How large is the band gap of AlN in its 4H polytype, when no measured value is at hand? Seven levels of theory, all applied to the same atomic positions, answer with anything from 4 to 10.5 eV.

AlN, 8 atoms in the cell, built as 4H polytype, space group P6_3mc (186), conventional a = 3.097, c = 10.034 Å, 10.42 Å³ an atom. Ansatz 0.2.0, plane-wave PAW, no spin polarisation, cell relaxed with r2SCAN.

| level of theory | band gap (eV) | least direct gap (eV) |
| --- | --- | --- |
| PBE | 4.044 | 4.201 |
| r2SCAN | 4.669 | 4.859 |
| HSE06 | 5.306 | 5.570 |
| PBE0 | 6.044 | 6.296 |
| LDA | 3.951 | 4.237 |
| DDH-PBE0 | 5.795 | 6.034 |
| LC-wPBE | 10.525 | 11.093 |

The levels fall into three groups. LDA, PBE and r2SCAN lie lowest, and the three hybrids HSE06, DDH-PBE0 and PBE0 lie between 5.3 and 6.0 eV. LC-wPBE stands alone, 4.5 eV above the highest hybrid. Ordinary wurtzite AlN, a different stacking of the same layers, has a measured direct gap of roughly 6.2 eV (a recalled value). Against this rough mark the direct gap of PBE is about 2 eV too small and that of LC-wPBE almost 5 eV too large, so the table holds two failures of opposite sign.

The low gaps come from the form of the potential. In LDA and PBE, filled and empty states feel the same local potential, and this potential lacks the jump that the exact one makes when an electron is added. r2SCAN, whose potential also depends on the orbitals' kinetic energy, recovers 0.6 eV over PBE. Exact exchange does more, because it treats filled and empty states differently.

How much more depends on its range as well as its amount. HSE06 and PBE0 both contain 25 % exact exchange, but HSE06 drops the long-range part, and its gap is 0.74 eV smaller. The long-range interaction has the form erf(wr)/r, where r is the distance between two electrons and a larger w lets this part reach to shorter distances. For small w it is nearly constant near an electron, with the value 2w/√π in hartree. Exact exchange lowers a filled state by this amount and leaves an empty one alone, whereas the semilocal exchange that it replaces lowers both by half of it. The net effect pushes the filled state down and the empty one up by equal steps.

The band edges of the same calculations bear this out. From HSE06 to PBE0 the valence edge falls by 0.38 eV and the conduction edge rises by 0.35 eV. With the usual HSE06 value, w = 0.11 per bohr, and only a quarter of the exchange being exact, the small-w formula gives 0.42 eV for each. It is somewhat too large because the interaction does weaken over the region from which an electron's exchange comes.

LC-wPBE uses long-range exact exchange at full strength, usually with w = 0.40 per bohr, and there this weakening can't be neglected. If the region is taken as a Gaussian cloud of length b, the opening is divided by √(1 + (wb)²). The gaps of PBE and PBE0 alone, extended in a straight line to full exchange, fix b at 3.84 bohr; it is an effective length, not a measured size.

The estimate for LC-wPBE then runs as follows:

- small-w opening: 2 × 0.40/√π × 27.2 eV ≈ 12.3 eV
- reduction: √(1 + (0.40 × 3.84)²) ≈ 1.83
- gap: 4.04 eV + 12.3 eV/1.83 ≈ 10.75 eV

The calculation gave 10.5 eV, and this row had no part in fixing b. The value of w used in the run isn't known here, and 0.30 per bohr would give 10.1 eV, so the agreement can't confirm the exact value. It does suggest that the huge gap follows from the design of the functional and needs no fault in the run. The printed output after this text gives the same comparison for HSE06.

The design fails here because a crystal screens. When an electron is removed, the electrons around the hole shift and weaken its field, at long distance by the dielectric constant. DDH-PBE0 takes its exchange fraction from the inverse of that constant, and its gap implies a fraction of about 0.22. Scaling the opening of LC-wPBE by this fraction brings its gap down to about 5.5 eV, among the hybrids. This is an estimate, not a further calculation, and it assumes that the opening grows in proportion to the exchange fraction.

An isolated molecule has no surrounding medium, so there full-strength exchange at long range is right and the same functional is expected to do much better. In silicon, which screens far more strongly than AlN, it is even less suitable.

The failure can be recognised without a measured gap. Divide a level's gap above PBE by four times the step from PBE to PBE0, which is the straight-line opening for full exchange, and compare the share with the inverse dielectric constant. LC-wPBE reaches 0.81 where screening allows about 0.22; HSE06, at 0.16, errs mildly on the low side by this measure. The test shows distance from a dielectric hybrid, not from nature.

For a gap in such a crystal, use a hybrid whose exchange fraction suits the screening, and take LDA, PBE and r2SCAN values as too low. The choice between DDH-PBE0 and PBE0, 0.25 eV apart, can't be settled here. The wurtzite mark belongs to another stacking and includes lattice vibrations. The three hybrids also ran on a coarser k mesh, 6×6×2 against 12×12×4 for LDA, PBE and r2SCAN. Both meshes contain Γ and M, where the band edges of PBE and PBE0 lie, but long-range exchange itself converges slowly with the mesh.

Output of the analysis:

```
Gaps compared:
       row  gap above PBE in eV  direct less indirect gap in eV  direct gap less rough wurtzite value in eV  share of full-exchange opening
       PBE                    0                           0.157                                      -1.999                               0
    r2SCAN                0.625                            0.19                                      -1.341                         0.07812
     HSE06                1.262                           0.264                                       -0.63                          0.1578
      PBE0                    2                           0.252                                       0.096                            0.25
       LDA               -0.093                           0.286                                      -1.963                        -0.01162
  DDH-PBE0                1.751                           0.239                                      -0.166                          0.2189
   LC-wPBE                6.481                           0.568                                       4.893                          0.8101
LC-wPBE gap less PBE0 gap in eV: 4.481
LC-wPBE gap over DDH-PBE0 gap, ratio: 1.816
effective length b from PBE and PBE0 in bohr: 3.838
PBE0 gap less HSE06 gap computed in eV: 0.738
PBE0 gap less HSE06 gap by small-w limit in eV: 0.8444
PBE0 gap less HSE06 gap by finite-hole model in eV: 0.7779
valence edge fall from HSE06 to PBE0 in eV: 0.3838
conduction edge rise from HSE06 to PBE0 in eV: 0.3544
shift of each edge by small-w limit in eV: 0.4222
LC-wPBE gap by finite-hole model in eV: 10.75
miss of finite-hole model for LC-wPBE in eV: 0.2224
LC-wPBE gap by finite-hole model with w 0.30 per bohr in eV: 10.08
LC-wPBE gap by small-w limit in eV: 16.33
gap at full exchange of all ranges by straight line in eV: 12.04
exchange fraction implied by DDH-PBE0 gap: 0.2189
dielectric constant implied by DDH-PBE0 gap: 4.569
LC-wPBE opening scaled by that fraction gives gap in eV: 5.463
```
